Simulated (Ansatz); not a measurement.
## Group exchange: C3H5FO + C2H6GeO → C2H3FO + C3H8GeO

Gas-phase species: C3H5FO `CC1OC1F`, singlet; C2H6GeO `C[CH2][Ge][OH]`, singlet; C2H3FO `FC1CO1`, singlet; C3H8GeO `C[CH2][Ge][O]C`, singlet. The partners trade CH3 for H: C–CH3 and O–H bonds give way to C–H and O–CH3.

Shapes, held fixed at every level: PBE0-D4/def2-TZVP. Flexible molecules stand in one conformer, not always the lowest. Programs: Ansatz 0.2.0. The zero-point and thermal change to 298 K, harmonic and unscaled (PBE0-D4/def2-TZVP), is +1.6 kJ/mol.

```
                level                    kind  ΔH(298 K) (kJ/mol)  less CCSD(T)/def2-TZVPP
        HF/def2-TZVPP            Hartree–Fock               +64.4                     -7.2
 r2SCAN-D4/def2-TZVPP                meta-GGA               +72.3                     +0.7
r2SCAN0-D4/def2-TZVPP           global hybrid               +74.2                     +2.6
   wB97M-V/def2-TZVPP  range-separated hybrid               +73.7                     +2.1
   wB97X-V/def2-TZVPP  range-separated hybrid               +70.5                     -1.1
     CCSD(T)/def2-SVP   coupled cluster or CI               +63.8                     -7.8
        CCSD/def2-SVP   coupled cluster or CI               +63.9                     -7.7
   CCSD(T)/def2-TZVPP   coupled cluster or CI               +71.6                      0.0
```

The highest level, CCSD(T)/def2-TZVPP, gives ΔH(298 K) = +71.6 kJ/mol; the levels span +63.8 to +74.2. The column of differences is taken from that level and isn't an error. No measured value is set beside it here. Relativity is left out for Ge. Outer-core shells of Ge are correlated, in sets that cover them unevenly.

The exchange is clearly endothermic at every level, with +71.6 kJ/mol from CCSD(T)/def2-TZVPP. The main reason is the bond balance: replacing a strong, polar O–H bond with O–CH3 costs more than is regained by turning C–CH3 into C–H. Germanium remains divalent and keeps its lone pair and its Ge–O bond, so much of its electronic complexity should cancel.

Hartree–Fock gives a smaller endothermicity than CCSD(T) in the same basis, so correlation favours the reactants overall. This probably reflects medium-range attraction between the methyl group and its neighbours on the substituted epoxide ring. Enlarging the basis raises the CCSD(T) value by a similar amount, whereas the triples contribution is almost nil in the small basis. The closeness of CCSD(T)/def2-SVP to Hartree–Fock is therefore no sign that correlation is unimportant. The density functionals all lie near the larger-basis CCSD(T) result, too close together to support a ranking. The unfavourable enthalpy sets an approximate lower limit on the barrier to exchange, but doesn't show how far above that limit the barrier lies.
